## Appendix: Localisation length of a disordered GaAs layer in the self-consistent theory

### Problem

A single-subband electron layer in GaAs has short-range disorder, isotropic elastic scattering and no magnetic field. The data are:

- electron mass $m=0.067\,m_e$ (compiled measured value, 0 K, Vurgaftman 2001);
- static dielectric constant $\epsilon=12.87$ (compiled measured value, 300 K, Rakita 2019, used unchanged at low temperature);
- assumed sheet density $n=2.0\times10^{-3}\ \mathrm{nm^{-2}}$, both spins included;
- assumed disorder $k_Fl=2$, with $l=v_F\tau$ the elastic mean free path.

(a) Find the Drude parameters. (b) Find the localisation length $\xi$ from the self-consistent theory of Vollhardt and Wölfle (1980) with momentum cutoff $q_0=1/l$. (c) Construct the equivalent potential well. (d) Follow the diffusion constant as the phase-coherence time grows. (e) Compare with other dimensions and size the neglected terms.

Conventions: fields vary as $e^{-i\omega t}$, $N$ is the density of states per spin at $E_F$, $D_0=v_Fl/d$, and $\sigma=2e^2ND$. Unrounded values are carried between steps.

### Why the equation holds

For white-noise disorder the squared scattering vertex is $\hbar/2\pi N\tau$. The maximally crossed diagrams, which pair each path with its time reverse, sum to the Cooperon
$$C(q,\omega)=\frac{\hbar}{2\pi N\tau^2}\,\frac{1}{D_0q^2-i\omega},\qquad \mathbf q=\mathbf k+\mathbf k'.$$
Since $\mathbf k'\approx-\mathbf k$, the velocity product in the Kubo formula changes sign. With $|G|^2=1/(\varepsilon^2+\hbar^2/4\tau^2)$, the energy integrals are $\int|G|^2d\varepsilon=2\pi\tau/\hbar$ and $\int|G|^4d\varepsilon=4\pi\tau^3/\hbar^3$, with ratio $2\tau^2/\hbar^2$. The first-order correction is this ratio times the integrated Cooperon:
$$\frac{\delta D}{D_0}=-\frac{1}{\pi\hbar N}\int\!\frac{d^dq}{(2\pi)^d}\,\frac{1}{D_0q^2-i\omega}.$$
Time-reversal symmetry ties the Cooperon pole to the diffusion pole, so the full $D(\omega)$ belongs in the denominator. The theory treats the correction as an addition to the current relaxation rate, that is to $1/D$, and sets $D_0/D=1+(\pi\hbar N)^{-1}\int(Dq^2-i\omega)^{-1}$. This closure reproduces the first-order term and is an approximation beyond it. Multiplying by $D$ gives
$$D_0=D(\omega)+\frac{1}{\pi\hbar N}\int_{q<q_0}\!\frac{d^dq}{(2\pi)^d}\,\frac{1}{q^2-i\omega/D(\omega)}.\tag{A1}$$
The cutoff marks the end of diffusive motion and is fixed only up to a factor of order one.

In an insulator $D\to-i\omega\xi^2$ as $\omega\to0$. The density propagator $1/(Dq^2-i\omega)$ becomes $(-i\omega)^{-1}(1+q^2\xi^2)^{-1}$, a part that never decays in time and extends over $\xi$. Equation (A1) then reads
$$\pi\hbar ND_0=\int_{q<q_0}\!\frac{d^dq}{(2\pi)^d}\,\frac{1}{q^2+\xi^{-2}}.\tag{A2}$$

### (a) Drude parameters

With $\hbar^2/2m=0.5687\ \mathrm{eV\,nm^2}$:

| Quantity | Formula | Value |
|---|---|---|
| $k_F$ | $\sqrt{2\pi n}$ | $0.1121\ \mathrm{nm^{-1}}$ |
| $E_F$ | $\hbar^2k_F^2/2m$ | $7.15$ meV ($83$ K) |
| $l$ | $2/k_F$ | $17.84$ nm |
| $v_F$ | $\hbar k_F/m$ | $193.7\ \mathrm{nm/ps}$ |
| $\tau$ | $l/v_F$ | $0.0921$ ps |
| $D_0$ | $v_Fl/2$ | $1.73\times10^{3}\ \mathrm{nm^2/ps}$ |
| $N$ | $m/2\pi\hbar^2$ | $0.140\ \mathrm{eV^{-1}nm^{-2}}$ |

The mobility $e\tau/m$ is $2.42\times10^3\ \mathrm{cm^2/V\,s}$. The Drude conductivity is $\sigma_0=2e^2ND_0=(e^2/h)\,k_Fl$, a sheet resistance of $12.9\ \mathrm{k\Omega}$.

### (b) Localisation length

In two dimensions the left side of (A2) is dimensionless,
$$\pi\hbar ND_0=\pi\hbar\cdot\frac{m}{2\pi\hbar^2}\cdot\frac{\hbar k_Fl}{2m}=\frac{k_Fl}{4}=\frac12 ,$$
and the right side is $(4\pi)^{-1}\ln(1+q_0^2\xi^2)$. The logarithm is unbounded, so a solution exists for every $k_Fl$:
$$\xi=l\,\sqrt{e^{\pi k_Fl}-1}=17.84\ \mathrm{nm}\times\sqrt{534.5}=17.84\ \mathrm{nm}\times23.12=412\ \mathrm{nm}.$$
The mass cancels, and $\xi$ depends only on $n$ and $k_Fl$. Two energies follow. The diffusion time across $\xi$ is $\xi^2/D_0=98$ ps, so $\hbar D_0/\xi^2=6.7\ \mu$eV ($78$ mK). The level spacing per spin in an area $\xi^2$ is $\Delta_\xi=1/N\xi^2=42\ \mu$eV ($0.49$ K). Their ratio is $1/\hbar ND_0=4\pi/k_Fl=2\pi$.

### (c) The equivalent well

Take a particle of mass $m$ in a contact attraction $-U\delta(\mathbf r)$, with momenta restricted to $q<q_0$. For a bound state of energy $-E_b=-\hbar^2\kappa^2/2m$ the Schrödinger equation gives $\psi_{\mathbf q}=U\psi(0)/[(\hbar^2/2m)(q^2+\kappa^2)]$. Integrating over $\mathbf q$ returns $\psi(0)$, hence
$$\frac{\hbar^2}{2mU}=\int_{q<q_0}\!\frac{d^dq}{(2\pi)^d}\,\frac{1}{q^2+\kappa^2}.$$
This is (A2) with $\kappa=1/\xi$ and $\hbar^2/2mU=\pi\hbar ND_0$, the analogy of Economou and Soukoulis (1983). A better conductor corresponds to a weaker well. Localisation at any disorder for $d\le2$ corresponds to the binding of a particle by any attractive well, and the mobility edge for $d>2$ to the threshold strength for binding.

Here $U=(\hbar^2/2m)(4/k_Fl)=1.14\ \mathrm{eV\,nm^2}$. The cutoff assigns the well an area $(2\pi)^2/\pi q_0^2=4\pi l^2=4.00\times10^3\ \mathrm{nm^2}$, hence a depth $V_0=0.284$ meV. The kinetic scale is $E_0=\hbar^2/2ml^2=1.79$ meV, and $V_0/E_0=1/\pi k_Fl$, so the well is shallow. The binding energy has the weak-coupling form
$$E_b=\frac{E_0}{e^{E_0/V_0}-1}=\frac{1.79\ \mathrm{meV}}{534.5}=3.3\ \mu\mathrm{eV}\quad(39\ \mathrm{mK}).$$
The mass assigned to the auxiliary particle is arbitrary, so $E_b$ is no level of the electron gas. Only $\kappa$ carries over.

### (d) Finite coherence time

Dephasing is added phenomenologically through $-i\omega\to1/\tau_\phi$ in (A1). With $x=D/D_0$ and $D_0\tau q_0^2=1/2$,
$$x=1-\frac{1}{\pi k_Fl}\ln\!\left(1+\frac{x\,\tau_\phi}{2\tau}\right).$$
First-order weak localisation sets $x=1$ inside the logarithm.

| $\tau_\phi/\tau$ | $x$, self-consistent | $x$, first order |
|---|---|---|
| $10$ | $0.752$ | $0.715$ |
| $10^2$ | $0.486$ | $0.374$ |
| $10^3$ | $0.238$ | $0.011$ |
| $10^4$ | $0.069$ | $-0.356$ |

The first-order value turns negative once $\tau_\phi$ exceeds $\xi^2/D_0=1069\,\tau$. The self-consistent one stays positive and tends to $D=\xi^2/\tau_\phi$. At $\tau_\phi/\tau=10^5$ the root is $0.0100$ and this asymptote gives $0.0107$. The power law in $\tau_\phi$ belongs to the model, which contains no activated or variable-range hopping.

### (e) Other dimensions

*One dimension.* With $N=1/\pi\hbar v_F$ and $D_0=v_Fl$ the left side of (A2) is $l$. The integral converges without a cutoff to $\xi/2$, so $\xi=2l$. Keeping $q_0=1/l$ gives $(\xi/l)\arctan(\xi/l)=\pi$, or $\xi=2.61\,l$.

*Three dimensions.* With $N=mk_F/2\pi^2\hbar^2$ and $D_0=\hbar k_Fl/3m$ the left side is $k_F^2l/6\pi$. The integral is $[q_0-\xi^{-1}\arctan(q_0\xi)]/2\pi^2$, bounded by $1/2\pi^2l$, which fixes the mobility edge at $(k_Fl)_c=\sqrt{3/\pi}=0.977$. For $\xi\gg l$ on the insulating side, $l/\xi=(2/\pi)[1-(k_Fl)^2/(k_Fl)_c^2]$. On the metallic side (A1) at $\omega=0$ gives $D/D_0=1-(k_Fl)_c^2/(k_Fl)^2$, which is $0.76$ for $k_Fl=2$. A bulk sample with the disorder parameter of the layer is a metal in this theory.

*Exponents.* Call the integral in (A2) $I(\kappa)$, with $\kappa=1/\xi$. For $d>2$, $D$ vanishes linearly in $\pi\hbar ND_0-I(0)$, so the conductivity exponent is $s=1$. On the other side, $I(0)-I(\kappa)\propto\kappa^2\int_0^{q_0}q^{d-3}\,dq/(q^2+\kappa^2)$. For $2<d<4$ the integral is dominated by $q\sim\kappa$ and the difference scales as $\kappa^{d-2}$, so $\nu=1/(d-2)$. For $d>4$ it is dominated by the cutoff and the difference scales as $\kappa^2$, so $\nu=1/2$. These are the exponents of the closure. Numerical studies of the three-dimensional Anderson model find $\nu$ larger than the theory's value of 1.

### Size of the neglected terms

*Cutoff.* In two dimensions $\xi\propto1/q_0$. The choice $q_0=(D_0\tau)^{-1/2}=\sqrt2/l$ gives $292$ nm and $q_0=k_F$ gives $206$ nm.

*Expansion parameter.* At $k_Fl=2$ one has $\hbar/E_F\tau=1$, so the Drude input is itself uncertain. The exponent is $\pi g$ with $g=\sigma_0h/e^2$, and raising $g$ by 10 per cent at fixed $l$ multiplies $\xi$ by $1.37$.

*Interactions.* The effective Bohr radius is $a_B^*=\epsilon a_0m_e/m=10.2$ nm, so $r_s=1/(a_B^*\sqrt{\pi n})=1.24$. The exchange part of the Altshuler–Aronov correction, $-(e^2/\pi h)\ln(\hbar/k_BT\tau)$, has the same prefactor as the weak-localisation term $-(e^2/\pi h)\ln(\tau_\phi/\tau)$. At 1 K its magnitude is $1.4\,e^2/h$, or $70$ per cent of $\sigma_0$, partly offset by the triplet channel. The unscreened Coulomb energy $e^2/4\pi\epsilon_0\epsilon\xi=0.27$ meV ($3.1$ K) is $6.5$ times $\Delta_\xi$. Interaction therefore rivals the interference effect, and where exchange outweighs the triplet term the conductance falls faster on cooling than (A1) predicts.

*Spin–orbit coupling.* For a term linear in $k$ with a typical coefficient $\beta\approx3$ meV Å, the spin precesses by one radian over $L_{so}=\hbar^2/2m\beta=1.9\times10^3$ nm. The triplet Cooperons acquire a gap of relative order $(\xi/L_{so})^2=0.05$ compared with $\xi^{-2}$, which is minor beside the cutoff ambiguity at this disorder.

The result $\xi\approx23\,l\approx0.4\ \mu$m is the model's value for non-interacting electrons at the assumed density and disorder. The cutoff alone leaves it open by a factor of two, while the exponential dependence $\xi\propto l\,e^{\pi k_Fl/2}$ for $k_Fl\gtrsim1$ is independent of that choice.